HfSn3O8: one empty state that does not follow the others

Going from PBE to PBE0 lifts the empty levels of HfSn3O8 by an amount that grows with their height, nearly along a straight line. One state lies clearly off that line: the bottom of the conduction band at Γ. It rises by 2.17 eV, about 0.17 eV more than the line through the other levels would give. A possible cause, not tested here, is that this level lies low mainly because of the way neighbouring orbitals combine, while the lift depends more on the make-up of the state, which need not change as fast as the energy. A smaller irregularity, at X in the filled bands, changes which state is the valence top.

Band levels of HfSn3O8 (orthorhombic, Pmm2, 12 atoms per cell) from Ansatz 0.2.0, plane-wave PAW, 420 eV cutoff, no spin polarisation, at the r2SCAN-relaxed geometry. The cheaper level is PBE (8×4×6 k mesh), the costlier level PBE0 (4×2×4). Energies are relative to each method's own valence top; v1 is the highest filled band, c1 the lowest empty one.

```
point name  band v2, cheaper level (eV)  band v1, cheaper level (eV)  band c1, cheaper level (eV)  band c2, cheaper level (eV)  band v2, costlier level (eV)  band v1, costlier level (eV)  band c1, costlier level (eV)  band c2, costlier level (eV)
     Gamma                       -0.201                       -0.052                        1.801                        3.796                        -0.316                        -0.157                         3.972                         6.133
         X                       -0.327                       -0.009                        4.578                        4.969                        -0.399                         0.000                         7.006                         7.437
         S                       -0.316                       -0.309                        4.398                        5.001                        -0.402                        -0.362                         6.814                         7.498
         Y                       -0.350                       -0.332                        3.214                        3.593                        -0.406                        -0.390                         5.435                         5.899
         Z                       -0.159                        0.000                        3.591                        4.012                        -0.273                        -0.106                         5.892                         6.370
         U                       -0.378                       -0.347                        4.877                        5.267                        -0.473                        -0.452                         7.346                         7.770
         R                       -0.541                       -0.531                        5.178                        5.356                        -0.654                        -0.654                         7.704                         7.903
         T                       -0.436                       -0.321                        4.057                        4.305                        -0.519                        -0.468                         6.428                         6.704
```

In the table v1 is the highest filled band, c1 the lowest empty band and c2 the next one above it. The cheaper level is PBE and the costlier one PBE0. The row names are points in k space, which state how the wave changes from one cell to the next. At Γ it repeats unchanged, at X, Y or Z its sign alternates along one axis, at S, U or T along two, and at R along all three. The cell is orthorhombic, with three different axes.

The usual shortcut is to keep the PBE bands and push all empty levels up by one amount, chosen to give the right gap. Here that amount would be 2.171 eV, the opening of the gap. At R, however, c1 rises by 2.526 eV, so the shortcut would leave this level 0.355 eV too low against PBE0. The empty bands are stretched as well as lifted.

The stretch is orderly. Within c1, and again within c2, a level that lies higher in PBE is always lifted more. The order alone therefore gives no sign of a break. The break appears only when one asks how fast the lift grows with height.

The reason for any lift lies in what PBE0 changes. PBE gives all electrons the same exchange potential, built from the local density and its gradient, whether their state is filled or empty. PBE0 replaces a quarter of this by exact exchange and leaves the correlation part as it was. If the orbitals themselves hardly change, the level of a state moves by about

shift ≈ ¼ × (exact exchange energy of the state − PBE exchange energy of the state)

Both energies are negative, since exchange binds. The common zero of the table adds the same constant to every shift and drops out when two shifts are compared.

Exact exchange is computed from products of the state with the filled orbitals. A filled state belongs to that filled set, overlaps with it fully and is strongly bound. An empty state is orthogonal to every filled orbital, so each product contains as much positive as negative charge, and the binding it gives is weaker. PBE does not make this distinction: compared with exact exchange, it binds filled states too weakly and empty ones too strongly. Replacing part of PBE exchange therefore lowers the filled levels and raises the empty ones, and both changes open the gap. Because the table counts from the valence top, it shows the two together as a lift of the empty levels.

The same argument explains why empty states need not rise equally. A compact state close to the atoms sits where the electron density is high. PBE binds it strongly there, exact exchange gives back only part of that binding, and the lift is large. A state spread out between the atoms feels a weaker PBE attraction and has less to lose. Compactness is not the only thing that counts. A higher state usually also varies faster in space, so its products with the filled orbitals change sign over shorter distances. This weakens exact exchange even if the state is no more compact. Either effect can make the lift grow with height.

In this oxide a link between height and compactness is plausible. The bottom of the conduction band in SnO2 is known to be a broad band made mainly of Sn 5s orbitals, and the low c1 level at Γ looks like the same kind of state. Higher levels can contain more Hf 5d, which is more compact. The table has no breakdown of the states by atom, so these labels are an informed guess for this crystal.

To size the break, take the straight line through the c1 shifts at Y and R. Apart from Γ, these are the lowest and the highest c1 levels. Between them the lift grows by

(2.526 − 2.221) / (5.178 − 3.214) = 0.155 eV per eV of PBE height

At Γ the c1 level lies 1.413 eV below that at Y, well outside the range over which the line was drawn. Extended to there, the line gives

2.221 − 0.155 × 1.413 = 2.00 eV

The calculated lift is 2.17 eV. The difference of 0.17 eV is small beside the lift itself, but it is nearly half of the whole variation of the c1 shift from Γ to R.

Γ had no part in drawing the line, and neither had the other five c1 levels or any c2 level. All of these others lie within 0.04 eV of it, as the output below shows. One straight line thus describes every empty level in the table except the lowest.

The second empty level at Γ helps to locate the cause. It belongs to the same k point and the same pair of calculations, yet it lies only about 0.03 eV from the line. An error that affected all empty levels at Γ alike would have moved it too. What is unusual is the lowest state at Γ, not the point Γ.

The path from Γ to Y shows what is unusual about it. The level climbs by 1.413 eV, but its lift grows by only 0.050 eV, less than a quarter of what the line would give. The energies at the two ends differ a great deal, while the response to exact exchange is nearly the same. In a broad s band this can happen, because much of the energy depends on whether neighbouring orbitals add or cancel, and that can change faster than the atomic make-up of the state. At energies above the level at Y, the make-up may change along with the energy, and the lift would then follow the height.

This last step is an interpretation. Changes in make-up whose effects on the lift nearly cancel would give the same numbers. The table has no level between those of Γ and Y in c1, so it cannot show whether the lift leaves the line gradually or close to Γ. Levels at k points between the two would settle where it happens, and projections onto Sn, Hf and O orbitals would test why.

The filled bands contain the second irregularity. In PBE the top of v1 is at Z, with X only 0.009 eV below. In PBE0 the order is reversed, and Z lies 0.106 eV below X. Relative to Z, X has risen by 0.115 eV, which can happen when exact exchange acts on states of different shape.

The v1 shift at X lies above the range of all the other v1 shifts, which themselves scatter by about a tenth of an eV. It matters because X was so close to the top that a small relative rise was enough to make it the new valence edge. The gap then ends at a higher filled state. Measured from Z, the PBE0 gap would be 4.078 eV; measured from X, it is 3.972 eV.

This reversal is less secure than the opening of the gap. The PBE0 run used a coarser k mesh than the PBE run, and no finer PBE0 mesh was tried. An error of slightly more than a tenth of an eV between the two filled states could undo the change of order but would hardly alter an opening of about 2.2 eV. The break of 0.17 eV at Γ has not been tested on a finer PBE0 mesh either, so its exact size is also open.

For practical use, the gap correction should not be carried over unchanged to the higher empty levels where a few tenths of an eV matter. In this crystal it is too small for every other empty level in the table. Had the level at Γ followed the common line, its lift would have been smaller still and the mismatch larger. The correction is also only a step from PBE to PBE0. PBE usually gives gaps that are too small, but this cell is a computed prototype, and the table has no measured gap to show how close PBE0 comes.

If the interpretation given here is right, a break is to be expected where the energy of a band changes much faster than its make-up, as it can near the bottom of a broad s band. Where energy and make-up change together, the lift should follow the height smoothly. One crystal cannot show how general this is.

Output of the analysis:

```
Shifts PBE to PBE0 and their distance from the Y-R line in eV:
    row  v2 shift  v1 shift  c1 shift  c2 shift  c1 shift less line  c2 shift less line
  Gamma    -0.115    -0.105     2.171     2.337              0.1694             0.02562
      X    -0.072     0.009     2.428     2.468           -0.004823            -0.02554
      S    -0.086    -0.053     2.416     2.497             0.01113           -0.001513
      Y    -0.056    -0.058     2.221     2.306                   0             0.02614
      Z    -0.114    -0.106     2.301     2.358             0.02145             0.01307
      U    -0.095    -0.105     2.469     2.503            -0.01026            -0.03682
      R    -0.113    -0.123     2.526     2.547                   0           -0.006643
      T    -0.083    -0.147     2.371     2.399             0.01909            0.008573
Gap in PBE (eV): 1.801
Gap in PBE0 (eV): 3.972
Opening of the gap (eV): 2.171
Error at R if the c1 shift at Gamma is used for all (eV): 0.355
Spread of c1 over the points in PBE (eV): 3.377
Spread of c1 over the points in PBE0 (eV): 3.732
Rank correlation of c1 shift with PBE height: 1
Rank correlation of c2 shift with PBE height: 1
Slope of the shift from Y to R (eV per eV): 0.1553
Slope of the shift from Gamma to Y (eV per eV): 0.03539
Shift of c1 at Gamma expected from the line (eV): 2.002
Shift of c1 at Gamma above the line (eV): 0.1694
Largest distance from the line among other c1 levels (eV): 0.02145
Largest distance from the line among c2 levels (eV): 0.03682
PBE height of c1 at Y above c1 at Gamma (eV): 1.413
PBE height of c2 above c1 at Gamma (eV): 1.995
PBE v1 at Z above v1 at X (eV): 0.009
PBE0 v1 at X above v1 at Z (eV): 0.106
Rise of v1 at X against v1 at Z (eV): 0.115
PBE0 distance from v1 at Z to c1 at Gamma (eV): 4.078
Opening of the distance from v1 at Z to c1 at Gamma (eV): 2.277
```
